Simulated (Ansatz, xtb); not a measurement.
**Ligand exchange: C3H10BN + H3NO → C3H9BO + N2H4**

Gas-phase species: C3H10BN `CC(C)BN`, singlet; H3NO (hydroxylamine) `NO`, singlet; C3H9BO `CC(C)BO`, singlet; N2H4 (hydrazine) `NN`, singlet. The partners trade NH2 for OH: B–NH2 and N–OH bonds give way to B–OH and N–NH2.

Shapes, held fixed at every level: PBE0-D4/def2-TZVP. Flexible molecules stand in one conformer, not always the lowest. Programs: Ansatz 0.2.0, xtb 6.7.1. The zero-point and thermal change to 298 K, harmonic and unscaled (PBE0-D4/def2-TZVP), is +0.9 kJ/mol.

| level | kind | ΔH(298 K) (kJ/mol) | less CCSD(T)/CBS estimate |
| --- | --- | --- | --- |
| GFN1-xTB | semi-empirical | -66.8 | -9.7 |
| HF/def2-SVP | Hartree–Fock | -68.7 | -11.6 |
| SPW92/def2-TZVPP | LDA | -52.8 | +4.3 |
| r2SCAN0-D4/def2-TZVPP | global hybrid | -56.8 | +0.3 |
| wB97X-V/def2-TZVPP | range-separated hybrid | -55.5 | +1.6 |
| MP2/def2-SVP | perturbation theory | -62.0 | -4.9 |
| CCSD/def2-SVP | coupled cluster or CI | -59.0 | -1.9 |
| CCSD/def2-TZVPP | coupled cluster or CI | -57.3 | -0.2 |
| CCSD(T)/CBS estimate | coupled cluster or CI | -57.1 | 0.0 |

The highest level, CCSD(T)/CBS estimate, gives ΔH(298 K) = -57.1 kJ/mol; the levels span -68.7 to -52.8. The column of differences is taken from that level and isn't an error. No measured value is set beside it here. The CBS estimate extrapolates MP2 from def2-TZVPP and def2-QZVPP and adds CCSD(T) − MP2 in the triple-zeta set, cores frozen.

The exchange is clearly exothermic at every level, and the small thermal term shows that the driving force is electronic. It comes mainly from boron's preference for oxygen over nitrogen. The B–O bond is the more polar and the stronger, even though nitrogen is the better π donor into boron's empty p orbital. The N–O and N–N bonds on the other side of the balance are both weakened by repulsion between adjacent lone pairs, so they largely offset each other.

In the def2-SVP basis, the reaction becomes less exothermic from Hartree–Fock through MP2 to CCSD, so correlation favours the reactants. This probably reflects the lone-pair-rich N–O bond of hydroxylamine, which a mean-field description underbinds more than the N–N bond of hydrazine. The close match between CCSD/def2-TZVPP and the highest level may owe something to cancellation between missing triples and basis incompleteness. The numbers support a strong thermochemical preference for the B–OH product, but say nothing about the barrier to exchange.
